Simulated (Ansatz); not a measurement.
## AgB₂: energy less free atoms and pressure against volume scale

Results calculated with Ansatz 0.2.0, not measured. Periodic Kohn-Sham DFT of a crystal at fixed atoms, scaled to volume_scale times the given cell; pressure positive in compression, energy less spherical unpolarised free atoms, largest_vzz the field gradient of largest size among the nuclei.

The cell before it is scaled or strained (space group P6/mmm, No. 191):
```
CELL_PARAMETERS angstrom
3.00000 0.00000 0.00000
-1.50000 2.59810 0.00000
0.00000 0.00000 3.24000
ATOMIC_POSITIONS crystal
Ag 0.00000 0.00000 0.00000
B 0.33333 0.66667 0.50000
B 0.66667 0.33333 0.50000
```

Settings of every row: method all-electron LAPW; functional PBEsol; relativity scalar; k mesh 16x16x13; filling fermi-dirac; smearing width 0.05 eV; basis error target 1 meV/atom; nucleus gaussian.

Atom start moment: 0 on all atoms.

Limits: all rows lie far from zero pressure.

```csv
row,volume scale,V (Å³/atom),energy less free atoms (eV/atom),pressure (GPa)
1,0.94,7.913,-4.7842,72.197
2,0.98,8.249,?,?
3,1,8.418,-4.9699,46.792
4,1.01,8.502,-4.9935,43.208
5,1.04,8.755,-5.0537,33.399
```

Question: what energy less free atoms and pressure should row 2 give?

Worked fit of energy less free atoms. Take u = (V_r/V)^(2/3) − 1 with V_r = 8.46 Å³ an atom, which is twice the finite (Eulerian) strain; such expansions in the strain, on which the Birch-Murnaghan equation of state is built, carry the rest volume and the bulk modulus. The shown rows have u = 0.04557, 0.00332, -0.0033, -0.02259. Least squares give energy less free atoms = −4.98192 + 3.5624 × u + 17.039 × u² eV/atom; a straight line predicts inner rows, each left out in turn, worse (root mean square 0.011 against 1.5e-05 eV/atom). All shown rows lie on it to the printed digit. The withheld row has u = 0.01698, so the fit gives −4.98192 + 3.5624 × (0.01698) + 17.039 × (0.01698)² = -4.9165 eV/atom.

The calculation gave -4.9168 eV/atom. The fit lies 0.0003 eV/atom (0.11 % of the column's range) above it; its largest miss of a shown row is 0.0000 eV/atom.

Worked fit of pressure. Take u = (V_r/V)^(2/3) − 1 with V_r = 8.46 Å³ an atom, which is twice the finite (Eulerian) strain; such expansions in the strain, on which the Birch-Murnaghan equation of state is built, carry the rest volume and the bulk modulus. The shown rows have u = 0.04557, 0.00332, -0.0033, -0.02259. Least squares give pressure = 44.9812 + 540.737 × u + 1239.78 × u² GPa; a straight line predicts inner rows, each left out in turn, worse (root mean square 0.83 against 0.0043 GPa). The rows lie off it by 0.000, 0.002, -0.002, 0.000. The withheld row has u = 0.01698, so the fit gives 44.9812 + 540.737 × (0.01698) + 1239.78 × (0.01698)² = 54.520 GPa.

The calculation gave 54.48 GPa. The fit lies 0.040 GPa (0.1 % of the column's range) above it; its largest miss of a shown row is 0.002 GPa.
